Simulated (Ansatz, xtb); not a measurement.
# Relative energy of two isomers of GeH2O2

Structure X: `[OH][Ge][OH]`, a singlet. Structure Y: `[O]=[GeH][OH]`, a singlet. Both are isolated molecules in the gas phase, relaxed with PBE0-D4/def2-TZVP; the shapes shown needn't be the lowest conformers.

X (Å):

```yaml
atoms:
  - { symbol: Ge, position_ang: [0.5481, 1.1017, 0.5655] }
  - { symbol: O, position_ang: [-0.9080, 0.2178, 1.1150] }
  - { symbol: O, position_ang: [1.1739, 0.0402, -0.7327] }
  - { symbol: H, position_ang: [0.6982, -0.7698, -0.9373] }
  - { symbol: H, position_ang: [-1.1331, -0.6136, 0.6879] }
```

Y (Å):

```xyz
5

Ge   -0.2072    0.0681    0.5886
O    -1.8016    0.1929    0.8994
O     0.5876    0.8630   -0.7592
H    -0.0353    1.3767   -1.2854
H     0.9151   -0.6858    1.2990
```

**Question.** Estimate E(Y) − E(X) at the level CCSD(T)/def2-TZVPP.

**Answer.** Calculated at CCSD(T)/def2-TZVPP: E(Y) − E(X) = +144.9 kJ/mol, so structure X lies lower.

Level by level:

```tsv
level	geometry	E(Y) − E(X) (kJ/mol)	departure from the last row (kJ/mol)	job, with rough time for the two
GFN2-xTB	GFN2-xTB	+195.8	+50.9	optimisation, 0.41 s
HF/STO-3G	GFN2-xTB	+134.3	−10.6	single point, 0.66 s
r2SCAN-D4/def2-SVP	GFN2-xTB	+152.1	+7.2	single point, 3.6 s
PBE0-D4/def2-TZVP	PBE0-D4/def2-TZVP	+156.1	+11.2	optimisation, 48 s
HF/def2-TZVPP	PBE0-D4/def2-TZVP	+183.6	+38.7	part of the CCSD(T) run
MP2/def2-TZVPP	PBE0-D4/def2-TZVP	+132.3	−12.6	part of the CCSD(T) run
CCSD(T)/def2-TZVPP	PBE0-D4/def2-TZVP	+144.9		single point, 92 s
```

As drawn, Y has 1 Ge=O, 1 Ge–H in place of 1 Ge–O, 1 O–H.

None of the levels shown reverses the order. The largest departure from CCSD(T)/def2-TZVPP is that of GFN2-xTB, 50.9 kJ/mol.

With harmonic frequencies from PBE0-D4/def2-TZVP (ideal gas, rigid rotor, one conformer each, 298.15 K, 1 atm): the zero-point term adds −5.8 kJ/mol; ΔH is +138.3 and ΔG +138.4 kJ/mol.

The correlated steps freeze 11 core orbitals; the filled d shell of Ge is correlated, in a basis made for valence electrons. Programs: Ansatz 0.2.0, xtb 6.7.1; the last row on 2 threads of AMD EPYC (Zen 3) on a shared host.

The divalent germylene Ge(OH)₂ lies well below its tetravalent Ge=O isomer, the reverse of the carbon case, where formic acid is far more stable than dihydroxycarbene. Germanium holds its 4s pair more tightly relative to the bonding it could gain, and the two hydroxyl groups donate π density into the empty 4p orbital of the germylene. Moving a hydrogen from oxygen to germanium gives up a strong O–H bond for a weaker Ge–H bond, and the strongly polar Ge=O bond, with its modest π overlap, doesn't repay the cost.

Zero-point motion narrows the gap slightly, as expected when a stiff O–H stretch gives way to a softer Ge–H one, while entropy hardly matters. Correlation favours the Ge=O form, probably because its multiple bond packs electron pairs closely together. The near agreement of minimal-basis HF is fortuitous, since HF in the large basis lies much further off. The energy difference says nothing about the barrier to hydrogen migration, so the upper isomer could still persist when isolated.
